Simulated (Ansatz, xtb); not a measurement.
## C4H9FSSi: which of two isomers lies lower

Structure I: `FC[Si]1(S)CCC1`, a singlet. Structure II: `CS[C@H]1C[Si@H](F)C1`, a singlet. Both are isolated molecules in the gas phase, relaxed with B3LYP-D3(BJ)/def2-SVP; the shapes shown needn't be the lowest conformers.

I (Å):

```xyz
16

C    -0.6650    1.0045   -1.1233
C     1.7791   -0.6271    0.2419
C     1.3282   -0.9652    1.7016
C    -0.1859   -0.5717    1.6670
F    -0.1418    2.1072   -0.4446
S    -0.9160   -2.1933   -1.3453
Si   -0.0561   -0.5563   -0.2230
H    -0.3233    1.0358   -2.1733
H    -1.7673    1.0764   -1.1263
H    -0.3731   -3.1527   -0.5604
H     2.4603   -1.3469   -0.2332
H     2.2284    0.3773    0.1723
H     1.4353   -2.0454    1.8913
H     1.9069   -0.4409    2.4792
H    -0.8749   -1.2529    2.1855
H    -0.3541    0.4501    2.0452
```

II (Å):

```xyz
16

C    -2.9004   -2.9121   -0.3724
C    -0.5113   -1.5432    0.0681
C    -0.7466   -0.4788   -1.0536
C     0.4911   -0.7904    0.9975
F     2.1633   -0.1684   -1.3389
S    -1.9813   -2.1201    0.9835
Si    0.8614    0.3195   -0.4801
H    -2.3344   -3.7545   -0.7997
H    -3.8383   -3.2961    0.0532
H    -3.1414   -2.1898   -1.1670
H    -0.0101   -2.4228   -0.3679
H    -0.8728   -0.8714   -2.0720
H    -1.6126    0.1580   -0.8046
H     0.9947    1.7938   -0.3323
H    -0.0495   -0.2267    1.7780
H     1.2557   -1.4138    1.4802
```

Quicker runs give these differences E(II) − E(I): GFN2-xTB −1.239 eV; HF/STO-3G +0.062 eV (at GFN2-xTB geometries); r2SCAN-D4/def2-SVP −0.766 eV (at GFN2-xTB geometries).

**Question.** Estimate which is lower in electronic energy at CCSD(T)/def2-SVP + ΔMP2/def2-TZVPP, and by roughly how much.

**Answer.** The CCSD(T)/def2-SVP + ΔMP2/def2-TZVPP calculation puts structure II lower, by 1.042 eV.

How the difference moves with the method:

```csv
level,geometry,E(II) − E(I) (eV),departure from the last row (eV),"job, with rough time for the two"
GFN2-xTB,GFN2-xTB,−1.239,−0.197,"optimisation, 0.29 s"
HF/STO-3G,GFN2-xTB,+0.062,+1.103,"single point, 0.44 s"
r2SCAN-D4/def2-SVP,GFN2-xTB,−0.766,+0.276,"single point, 4.7 s"
B3LYP-D3(BJ)/def2-SVP,B3LYP-D3(BJ)/def2-SVP,−0.816,+0.226,"optimisation, 77 s"
HF/def2-SVP,B3LYP-D3(BJ)/def2-SVP,−0.807,+0.235,part of the CCSD(T) run
MP2/def2-SVP,B3LYP-D3(BJ)/def2-SVP,−1.020,+0.022,part of the CCSD(T) run
CCSD(T)/def2-SVP,B3LYP-D3(BJ)/def2-SVP,−0.923,+0.119,single point
CCSD(T)/def2-SVP + ΔMP2/def2-TZVPP,B3LYP-D3(BJ)/def2-SVP,−1.042,,"single point, 86 s"
```

As drawn, II has 2 C–S, 1 F–Si, 1 Si–H in place of 1 C–F, 1 C–Si, 1 S–Si, 1 S–H.

HF/STO-3G puts the two in the other order. The largest departure from CCSD(T)/def2-SVP + ΔMP2/def2-TZVPP is that of HF/STO-3G, 1.103 eV. The last row adds to CCSD(T) the change of the MP2 difference between the two basis sets, here −0.119 eV.

With thermal terms from frequencies at re-optimised GFN2-xTB minima (ideal gas, soft modes damped towards free rotors, one conformer each, 298.15 K, 1 atm): on the last row, ΔE + ΔZPE = −1.051, ΔH = −1.063, ΔG = −1.024 eV.

The correlated steps freeze 15 core orbitals. Mirror images aren't counted in ΔG. Programs: Ansatz 0.2.0, xtb 6.7.1; the last row on 4 threads of Arm Neoverse V1 on a shared host.

Structure II is lower mainly because its fluorine sits on silicon rather than carbon. The Si–F bond is exceptionally strong, owing to the large electronegativity difference and the resulting ionic attraction, probably helped by donation from fluorine lone pairs into σ* orbitals on silicon. This gain outweighs the loss of the Si–S bond and one Si–C bond. Both isomers keep the silacyclobutane ring, so ring strain should largely cancel. Thermal terms barely alter the gap, which is therefore electronic in origin.

The reversed order with HF/STO-3G points to the minimal basis rather than to missing correlation, since HF/def2-SVP already gives −0.807 eV. A minimal basis has too little flexibility to describe strongly polarised Si–F bonding. The closeness of MP2/def2-SVP to the final value looks partly fortuitous: MP2 favours II more than CCSD(T) does in the same basis, which offsets the missing basis-set correction. The energy difference says nothing about the barrier to interconversion, which would require extensive bond reorganisation.
